The atomization energy $D$ of a molecule is the energy needed to separate it into free ground-state atoms, $D=\sum E(\text{atoms})-E(\text{molecule})$. Here it was computed for CH$_3$O–Ge(CH$_3$)ClBr at one fixed PBE0/def2-SVP geometry with Hartree–Fock (HF), MP2, coupled cluster and auxiliary-field quantum Monte Carlo (AFQMC). The table lists each level's $D$ less a best estimate of 44.465 eV, so a negative entry means too little binding. The noise column is one standard error of the Monte Carlo walks. The best estimate carries a noise of its own, about as large as that of the released row, which shifts all rows together. Rows marked CBS are at the complete-basis limit and the others are in def2-SVP.

HF, MP2, coupled-cluster and AFQMC atomization energies of CH$_3$O–Ge(CH$_3$)ClBr (neutral singlet, RHF determinant), from the in-house AFQMC program afq 1 and Ansatz 0.2.0. The basis is def2-SVP except in CBS rows, and cores are frozen, including Ge and Br 3d. The best estimate uses released AFQMC as reference level and MP2 for the basis step above TZVPP.

| level | this level less the best estimate at the basis limit (meV) | statistical noise, one standard error (meV) |
| --- | --- | --- |
| HF | -12028.0 | 0.00 |
| MP2 | -2065.0 | 0.00 |
| CCSD | -3190.0 | 0.00 |
| CCSD(T) | -2723.0 | 0.00 |
| ph-AFQMC/HF | -2166.0 | 56.00 |
| ph-AFQMC/CISD | -2680.0 | 14.00 |
| released AFQMC | -2660.0 | 24.00 |
| HF/CBS | -12180.0 | 0.00 |
| MP2/CBS | 788.0 | 0.00 |
| CCSD(T)/CBS | -71.0 | 0.00 |

The errors come on four scales, each several times smaller than the one before. HF at the limit supplies 73% of the best estimate and electron correlation adds the other 12 eV. The small basis costs a correlated method nearly 3 eV of binding, and MP2, CCSD and the phaseless walk with the HF trial miss released AFQMC in that basis by about 0.5 eV. The noise is a few hundredths of an eV.

Seven small-basis rows are measured against a basis-limit value, so their entries mix basis error with method error, and the basis part has to be removed first. Going from SVP to the limit raises $D$ by 2652 meV for CCSD(T) and by 2853 meV for MP2, whereas HF loses 152 meV. The deficit therefore lies in the correlation energy. The standard reason is the cusp of the wavefunction where two electrons of opposite spin meet, which orbital products describe only slowly as higher angular momenta are added. Forming the molecule creates 8 more spin pairs than the atoms had, so the molecule has more cusp correlation to lose and a small basis underbinds.

Once released AFQMC in the same basis is taken as the yardstick, the ranking of the raw column turns over. MP2 and the phaseless walk with the HF trial, which have the smallest raw errors, bind too strongly by 595 and 494 meV. They looked best because this excess cancels part of the basis deficit. CCSD(T) and the CISD-trial walk move up behind the reference, at $-63$ and $-20$ meV, and CCSD underbinds.

The simple pattern to test is that a level which recovers more of the molecule's correlation energy binds more, in proportion. Let $E_m$ and $E_a$ be the correlation energies, counted positive, of the molecule and of all atoms together. The binding beyond HF is then $D_c=D-D_{\rm HF}=E_m-E_a$. Let a level recover the shares $f_m$ and $f_a$ of the CCSD(T) values $E_m^0$ and $E_a^0$, so that

$$D_c=f_mE_m^0-f_aE_a^0=f_mD_c^0+(f_m-f_a)\,E_a^0 .$$

The first term is the smooth model, in which molecule and atoms are treated equally well. The second term is the break.

The model has no adjustable parameter. It is anchored on the CCSD(T) row in SVP, where the table gives $D_c^0=12028-2723=9305$ meV, and $f_m$ comes from the molecular energies of the same calculations. CCSD(T) matches by construction, and the other four correlated levels with a molecular energy are predictions. The analysis printed after the text lists them all.

MP2, which played no part in setting the model, serves as the worked case. Its molecular correlation energy is 22178 meV against 24429 meV for CCSD(T). The share is $f_m=22178/24429=0.9079$, the lowest of the five levels, so MP2 should bind least.

Multiplying $D_c^0$ by this share predicts 8448 meV of binding beyond HF. The difference between the MP2 and HF rows is 9963 meV, the highest of the five levels. The break is $+1515$ meV, and it reverses the expected order. The other levels keep the order of their molecular correlation energies, though two of them step by the wrong amount.

Those two are the HF-trial walk, which lies 482 meV above the model with a noise of 56 meV, and CCSD, which lies 226 meV below it. The CISD-trial walk differs from the model by 14 meV, equal to its noise, and counts as no break. Three of four predictions thus fail, so the model is a ruler for imbalance and not a way to predict $D$. What it measures is $f_m-f_a$, and with $D_c$ and $E_m$ known, $E_a$ follows by subtraction.

That subtraction gives $E_a^0=15124$ meV, so each percentage point of imbalance moves $D$ by about 151 meV. This lever is why atomization energies punish uneven methods. A level can miss a good deal of correlation and still give a fair $D$ if it misses similar amounts on both sides. A level that is nearly right for the molecule still overbinds if it leaves the atoms too high. The sign of a break tells which side recovers the smaller share of its correlation energy: positive for the atoms, negative for the molecule.

For MP2 the numbers place the fault in the atoms, since it recovers 91% of the correlation in the molecule and 81% in the atoms. In total energies the molecule lies 2251 meV above CCSD(T) and the atoms 2909 meV above, and the difference is the overbinding relative to CCSD(T). Hydrogen atoms have one electron and no correlation, so the atomic shortfall belongs to the heavy atoms. The shares assume that the atomic determinants are the same at each level, which is not assured because coupled cluster picks its determinant by trial, whereas the total-energy differences hold regardless.

Theory offers part of a reason for this imbalance. MP2 weighs each double excitation by a coupling integral over a difference of orbital energies, and it ignores how excited configurations interact with each other. Free carbon and germanium, both $s^2p^2$, have an empty $p$ orbital close above the $s$ pair, and second order underestimates the $s^2\to p^2$ mixing. In the molecule these orbitals are spent on four bonds and the near-degeneracy is gone, which fits what the calculation found: a closed-shell determinant stable to spin breaking, a $T_1$ diagnostic of 0.010 and a largest double amplitude of 0.025. This mixing is only one part of the atomic shortfall. MP2 also falls short for free O, Cl and Br, which have no empty valence $p$ orbital, and an $s^2p^2$ atom does not by itself make MP2 overbind, since the outcome depends on whether the shortfall of all the atoms together exceeds that of the molecule. Subtraction yields only the sum over atoms, so these rows show the imbalance but do not divide it among atoms or causes.

The MP2 excess survives a better basis, which shows that it belongs to the method. Relative to CCSD(T) it grows from 658 meV in SVP to 859 meV at the limit, and it is 7.1% of the CCSD(T) binding beyond HF in both. The CCSD(T) limit borrows its basis step above TZVPP from MP2, and a step common to both levels leaves their gap at its TZVPP value. The 859 meV is therefore not tested at the limit, and the equal shares, seen in one molecule, are no evidence that the basis scales the method error.

The HF-trial walk breaks in the same direction, and here the table contains a control. Phaseless AFQMC removes the sign problem by constraining walkers through their overlap with a trial function, and the resulting bias shrinks as the trial improves. Changing the trial from HF to CISD, with block length and equilibration also differing, lowers $D$ by $514\pm58$ meV, about 9 standard errors, so the gap is bias and not noise. The noise column does not include this bias.

Most of that gap again sits in the atoms. With the HF trial the molecule is only $120\pm51$ meV lower than with the CISD trial, which leaves the atoms $394\pm27$ meV higher. The phaseless energy is not an upper bound, so the lower molecular value is no sign of a better one, and that walk also showed some drift. A single determinant lacks the $s^2\to p^2$ component that a CISD trial contains, which would tie this break to the MP2 one, but the link is a guess.

CCSD breaks the other way because the triple excitations that it omits matter more in the molecule. Of the 632 meV that triples add to the molecular correlation energy, 467 meV goes into binding, a share of 74% against 38% for correlation as a whole. The argument is one of counting. Connected triples need three electrons close together, a free atom has only its own few valence electrons (hydrogen has no triples at all), and bonding brings the electrons of neighbouring atoms into contact.

The close agreement among the most accurate levels says less than it seems to. The $-71$ meV of CCSD(T)/CBS is simply the step to released AFQMC that the best estimate adds, with reversed sign, and it is no independent test. The 63 meV between the same two levels in SVP rests on the same released walk, so the near match is no check either. The CISD-trial and released values differ by less than their noise, but for the molecule they come from one run. A released walk was accepted as reference only when it passed an agreement check at the level of tens of meV, which bounds the error that the CISD-trial walk can show here.

The best estimate is a target for the valence, non-relativistic problem and not a measured value. The 3d shells of Ge and Br are frozen, and relativity, spin–orbit coupling and zero-point motion are absent. These omissions bite at the heavy atoms, where spin–orbit coupling lowers free Br and Ge and so reduces the true $D$. The breaks compare levels under the same omissions and are far less exposed to them than the absolute value. For a heat of formation built from free atoms these rows show that the basis limit and a balanced treatment of the atoms both have to be secured before tenths of an eV mean anything.

The analysis program printed:

```
Rounding: table 1 meV, molecular energies 1 meV; derived values good to about 2 meV
HF/CBS binds 32.285 eV = 72.6% of best; correlation adds 12.180 eV
11 bonds, 19-11=8 new spin pairs: 1.11 eV per bond, 1.52 eV per new pair
-- SVP rows, meV: raw error | error against released AFQMC (noise)
HF               -12028 |  -9368 (24)
MP2               -2065 |   +595 (24)
CCSD              -3190 |   -530 (24)
CCSD(T)           -2723 |    -63 (24)
ph-AFQMC/HF       -2166 |   +494 (61)
ph-AFQMC/CISD     -2680 |    -20 (28)
released AFQMC    -2660 |     +0 (0)
Order by raw size: MP2, ph-AFQMC/HF, released AFQMC, ph-AFQMC/CISD, CCSD(T), CCSD, HF
Order within SVP: released AFQMC, ph-AFQMC/CISD, CCSD(T), ph-AFQMC/HF, CCSD, MP2, HF
-- Basis shift, SVP to limit
HF -152 meV
MP2 +2853 meV; binding beyond HF 9963 -> 12968 (+3005), SVP holds 76.8%
CCSD(T) +2652 meV; binding beyond HF 9305 -> 12109 (+2804), SVP holds 76.8%
CCSD(T) shift per bond 241 meV
MP2 less CCSD(T): SVP +658, limit +859, change +201 meV
  as share of CCSD(T) binding beyond HF: 7.1%, 7.1%
Step above CCSD(T): 71 meV in best estimate, 63 meV in SVP rows, noise 24
-- Correlation in SVP, meV (share of CCSD(T)): molecule | atoms by subtraction
MP2              22178 (90.8%) |  12215 (80.8%)
CCSD             23797 (97.4%) |  14959 (98.9%)
CCSD(T)          24429 (100.0%) |  15124 (100.0%)
ph-AFQMC/HF      24626 (100.8%) |  14764 (97.6%)
ph-AFQMC/CISD    24506 (100.3%) |  15158 (100.2%)
-- Equal-share model, meV: binding beyond HF, model, break (row noise)
MP2               9963   8448  +1515 (0)
CCSD              8838   9064   -226 (0)
CCSD(T)           9305   9305     +0 (0)
ph-AFQMC/HF       9862   9380   +482 (56)
ph-AFQMC/CISD     9348   9334    +14 (14)
CCSD(T) anchors the model. Largest breaks: MP2, ph-AFQMC/HF, CCSD
-- Energy above CCSD(T), meV: molecule, atoms, extra binding
MP2              +2251  +2909   +658
CCSD              +632   +165   -467
ph-AFQMC/HF       -197   +360   +557
ph-AFQMC/CISD      -77    -34    +43
Triples: 467 of 632 meV go into binding (74%); all correlation 38%
HF trial less CISD trial: binding +514 +- 58 meV (8.9 errors)
  molecule lower by 120 +- 51; atoms higher by 394 +- 27 meV
CISD trial less released: -20 +- 28 meV
Molecular release energies less CISD-trial walk, meV: -17, +2, -44, -11
```
